**Examination question.** A small amino-siloxane has a nitrogen atom that carries a methyl group and two silicon arms. One arm ends in an OH group; the other continues through a bridging oxygen to a terminal SiH₃ group. The table lists its five lowest excited singlet states, computed with a long-range-corrected density functional at one fixed shape of the isolated molecule.

An excitation lifts an electron out of one region and leaves a hole there. The exciton size is the root-mean-square distance between this electron and its hole. The orbital overlap lambda runs from 0, where the orbitals of hole and electron share no space, to 1, where they fill the same space. HOMO and LUMO are the highest filled and the lowest empty orbital. The answers also use further results of the same calculation: orbital energies, transition dipoles, and the places, widths and correlation of hole and electron.

The five lowest singlet excitations of the amino-siloxane CN([SiH2]O)[SiH2]O[SiH3] in the gas phase, computed with PySCF 2.14.0 at the Tamm-Dancoff CAM-B3LYP/def2-SVPD level, with density fitting and core orbitals frozen in the response. Energies are vertical, at the GFN2-xTB geometry of one conformer; "main from" and "main to" give the orbital pair of largest weight.

```tsv
row	singlet state	singlet energy (eV)	singlet oscillator strength	singlet exciton size (Å)	singlet orbital overlap lambda	singlet main from	singlet main to
1	1	6.020	0.004	3.370	0.320	HOMO	LUMO
2	2	6.310	0.008	3.480	0.310	HOMO	LUMO+1
3	3	7.070	0.002	3.480	0.330	HOMO	LUMO+3
4	4	7.390	0.028	3.900	0.350	HOMO	LUMO+4
5	5	7.500	0.007	3.190	0.420	HOMO-1	LUMO
```

### 1. At what wavelength does the molecule begin to absorb?

**Answer.** The lowest excited singlet lies at 6.02 eV, which corresponds to 206 nm, in the deep ultraviolet. Visible light and the near ultraviolet, up to about 4 eV, carry too little energy to reach it. The molecule should therefore be colourless, and even at the onset it absorbs weakly, with an oscillator strength of only 0.004.

**Remark.** This is a vertical energy: the nuclei stand still while the electron moves. A real absorption band has a width, because the molecule vibrates and takes several shapes, so some absorption will reach to longer wavelengths than the computed line.

### 2. Which state is the odd one out, and why does it cost more?

**Answer.** State 5 is the odd one, because its electron comes mainly from HOMO-1 and not from the HOMO. In states 1 to 4 about half of the hole sits on nitrogen, in its lone pair. In state 5 about a third sits on the bridging oxygen and a similar share on the SiH₃ group, so this hole mixes an oxygen lone pair with Si–H bonds. Oxygen has a higher nuclear charge than nitrogen and holds its lone pairs more tightly, which is the likely main reason why this hole costs more.

States 1 and 5 share the LUMO as their main destination, which makes them the best pair to compare, although the electron of state 5 sits more on the SiH₃ silicon. The calculation puts HOMO-1 below the HOMO by 1.67 eV, and state 5 lies above state 1 by 1.48 eV. The deeper hole is thus enough to account for the extra cost.

**Remark.** The five rows are not one series. Four of them ask where an electron from nitrogen can go; the fifth asks what happens when the electron comes from elsewhere. The comparison also suggests what a change of element would do. If the nitrogen were replaced by oxygen, which binds one group fewer, the easy source of electrons would be gone, and the onset should move up by something like 1 eV. That is an expectation drawn from a single state, not a computed result.

### 3. The gap between HOMO and LUMO is 9.09 eV. Why does state 1 need only 6.02 eV?

**Answer.** Suppose first that the electron in the LUMO did not feel the hole in the HOMO. The cost would then be that of removing an electron from one neutral molecule and adding it to another, which the orbital gap describes approximately. In the real excited state the two stay close together and attract each other. This attraction is the main reason why the state lies about 3.1 eV below the gap.

The same reasoning may help to explain why state 5 lies a little less far above state 1 than the orbital energies suggest. Its electron and hole are closer together, with an exciton size of 3.19 Å against 3.37 Å, so they should attract each other more strongly. The direction is right, but state 5 also mixes several orbital pairs, and mixing shifts energies too. The small difference can't be credited to attraction alone.

**Remark.** An orbital gap is not an absorption energy. The gap is also less firm than it looks: the LUMO lies at +0.71 eV, above the energy of a free electron at rest, and the energy of such an unbound orbital depends on the basis set. Reading the onset from the gap would here give a value too high by about half of the computed excitation energy.

### 4. Lambda is only 0.31 to 0.35 in states 1 to 4. Are these charge-transfer states?

**Answer.** Two limiting cases give a low overlap. In the first, hole and electron are compact clouds at opposite ends of the molecule; this is long-range charge transfer. In the second, a compact hole sits inside a much wider electron cloud. The two then have nearly the same centre, yet share little space, because most of the wide cloud lies outside the small one.

The distance between the two centres tells the cases apart. It is at most 0.72 Å in all five states, less than half the length of a silicon–nitrogen bond. In states 1 to 4 the electron cloud is also much wider than the hole: in state 1 the widths, taken as root-mean-square spreads, are 2.93 Å and 1.70 Å. These states are therefore close to the second case.

**Remark.** The centres don't tell the whole story. Nitrogen sits between its neighbours, and an electron that leaves it in several directions at once hardly moves the centre of its cloud. The electron does leave: in state 1 nitrogen holds about half of the hole but less than a tenth of the electron. What the numbers exclude is a transfer from one end of the molecule to the other, not an outward shift of charge.

### 5. Why is state 4 the largest and state 5 the smallest?

**Answer.** The exciton size can be taken apart exactly. Let d be the distance between the centres, h the width of the hole, e the width of the electron cloud, and r the correlation between their positions. A positive r means that the electron tends to be on the side where the hole is. Averaging the squared distance between the two particles gives

size² = d² + h² + e² − 2·r·h·e

If both clouds shrink to points, only d is left, and size means distance. If the centres coincide and the particles move independently, only the widths are left. The centres do nearly coincide here: d² makes up less than 5% of size² in every state. State 4 is the largest because its electron cloud is the widest, at 3.67 Å, although its centres are the closest of all.

State 5 needs the last term. Suppose first that its electron and hole moved independently, so that r = 0:

size² = 0.328² + 2.233² + 2.929² = 13.67 Å², so size = 3.70 Å

That would make it larger than states 1 and 2 in the table, since its hole is the widest of the five. The computed correlation is r = 0.267, and it takes 2 × 0.267 × 2.233 × 2.929 = 3.49 Å² away. What remains is 10.18 Å², or 3.19 Å, the smallest size of all.

**Remark.** The full formula is an identity, so its agreement with the table is no test of a theory. The informative step is to leave the correlation out. For states 1 and 2 this overestimates the size by no more than 0.1 Å, but for state 5 by 0.5 Å.

The reason lies in how the states are built. An excitation from exactly one orbital to exactly one other has r = 0, because where the electron is then doesn't depend on where the hole is. States 1 and 2 are almost of this kind. State 5 can't be written as one such pair, however the orbitals are chosen, and its combination of pairs keeps the electron near the hole. A label such as "HOMO-1 to LUMO" hides just this.

### 6. State 5 has the highest overlap. Why is it not the brightest?

**Answer.** Brightness depends on the transition dipole, the charge displacement through which light drives the excitation. The oscillator strength is proportional to the excitation energy times the square of this dipole. State 4 is the brightest, 3.6 times as strong as state 2, which comes next. The higher energy supplies a factor of only 1.2; the larger dipole supplies the other factor of 3.1.

Lambda can't predict this, because it counts shared space without regard to sign. In the transition dipole, contributions from different regions carry signs and can cancel. An excitation between two s orbitals on the same atom is the limiting case: the orbitals share much space, yet the dipole is exactly zero by symmetry. State 5 also shows that lambda is no reliable guide to brightness: it has the highest lambda, 0.42, and an oscillator strength of only 0.007. How far cancellation is the cause there, these numbers don't show.

**Remark.** All five transitions are weak. The Tamm-Dancoff approximation used here simplifies the response of the electrons to light and is less reliable for intensities than for energies. The oscillator strengths are best read as a rough guide to which bands are faint and which are fainter.

### 7. Which digits can be trusted, and what would a better basis set change?

**Answer.** Excitation energies from this kind of calculation are often wrong by a few tenths of an electronvolt. The onset is therefore "about 6 eV", and the second decimal serves only to compare states within the table. States 4 and 5 are 0.11 eV apart, so their order is not settled. Their characters differ clearly, and a better calculation could find the same two states in the opposite order.

The basis set matters because the electron clouds are wide. Each cloud is built from a limited stock of functions, and a small stock may not reach far enough out. In the limit of a compact valence state, further diffuse functions would change little. In the limit of a Rydberg state, where the electron circles the molecule at a distance, they would let the cloud expand and would usually lower the energy. State 4, with the widest cloud, is the likeliest to move. That alone would carry it further below state 5, not past it. The functional may err the other way: it tends to place Rydberg states too low, so a better one could raise state 4 above state 5.

**Remark.** The widths and the spread over many atoms point to a substantial Rydberg share in states 1 to 4. They don't prove it, since an antibonding orbital spread along the silicon arms would also look wide, and the electron cloud of state 5 is as wide as that of state 1. Repeating the calculation without the diffuse functions that this basis set already contains would help to separate the two. A state whose electron is largely outside the molecule should then rise steeply in energy; one whose electron belongs to the silicon framework should rise much less. Which of the two dominates is the question that this table leaves open.
